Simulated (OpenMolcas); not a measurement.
## SiSe (SMILES [Si][Se]): methods side by side

SiSe: 2 atoms, total charge 0, spin state singlet. As SMILES, `[Si][Se]`. The shape is that of a PBE0-D4/def2-TZVP optimisation.

```csv
atom,x (Å),y (Å),z (Å)
Si,0.0000,0.0000,0.0314
Se,0.0000,0.0000,2.0931
```

Each level gives the electronic atomisation energy (eV). The values are calculated. Electronic energies at fixed atoms, without zero-point motion or spin-orbit coupling.

```json
{"level": "HF/aug-cc-pVTZ", "kind": "Hartree–Fock", "program": "OpenMolcas", "value (eV)": "3.22", "CPU time (all runs)": "21 s"}
{"level": "SVWN5/aug-cc-pVTZ", "kind": "LDA", "program": "OpenMolcas", "value (eV)": "6.64", "CPU time (all runs)": "38 s"}
{"level": "BLYP/aug-cc-pVTZ", "kind": "GGA", "program": "OpenMolcas", "value (eV)": "5.58", "CPU time (all runs)": "62 s"}
{"level": "revPBE/aug-cc-pVTZ", "kind": "GGA", "program": "OpenMolcas", "value (eV)": "5.49", "CPU time (all runs)": "50 s"}
{"level": "TPSS/aug-cc-pVTZ", "kind": "meta-GGA", "program": "OpenMolcas", "value (eV)": "5.63", "CPU time (all runs)": "66 s"}
{"level": "B3LYP/aug-cc-pVTZ", "kind": "global hybrid", "program": "OpenMolcas", "value (eV)": "5.46", "CPU time (all runs)": "47 s"}
{"level": "BHLYP/aug-cc-pVTZ", "kind": "global hybrid", "program": "OpenMolcas", "value (eV)": "5.10", "CPU time (all runs)": "45 s"}
{"level": "M06-2X/aug-cc-pVTZ", "kind": "hybrid meta-GGA", "program": "OpenMolcas", "value (eV)": "5.41", "CPU time (all runs)": "56 s"}
```

All-electron rows without a relativistic Hamiltonian named are non-relativistic. The values span 3.22 to 6.64 eV. Times are those of the runs behind each value, whatever else they computed, on shared processors of several kinds: orders of magnitude only.

Hartree–Fock recovers only 3.22 eV of binding, whereas every density functional gives at least 5.10 eV, so much of the calculated bond strength depends on electron correlation. SiSe is a heavier valence analogue of CO, with a polar σ bond and two π bonds. Forming it from open-shell triplet atoms creates new opposite-spin pairs, whose correlation Hartree–Fock omits.

LDA errs the other way: at 6.64 eV it shows its familiar overbinding, since it describes the inhomogeneous densities of the free atoms less well than that of the molecule. Gradient corrections remove much of this excess. Along BLYP, B3LYP and BHLYP the binding weakens as the share of exact exchange grows, probably because less of the left-right correlation mimicked by semilocal exchange is retained. M06-2X breaks that order, with a large exact-exchange share but 5.41 eV, which suggests that its fitted exchange and correlation terms compensate. The closeness of the GGA, TPSS and B3LYP values supports a strong multiple bond, but does not by itself establish which functional is most accurate.
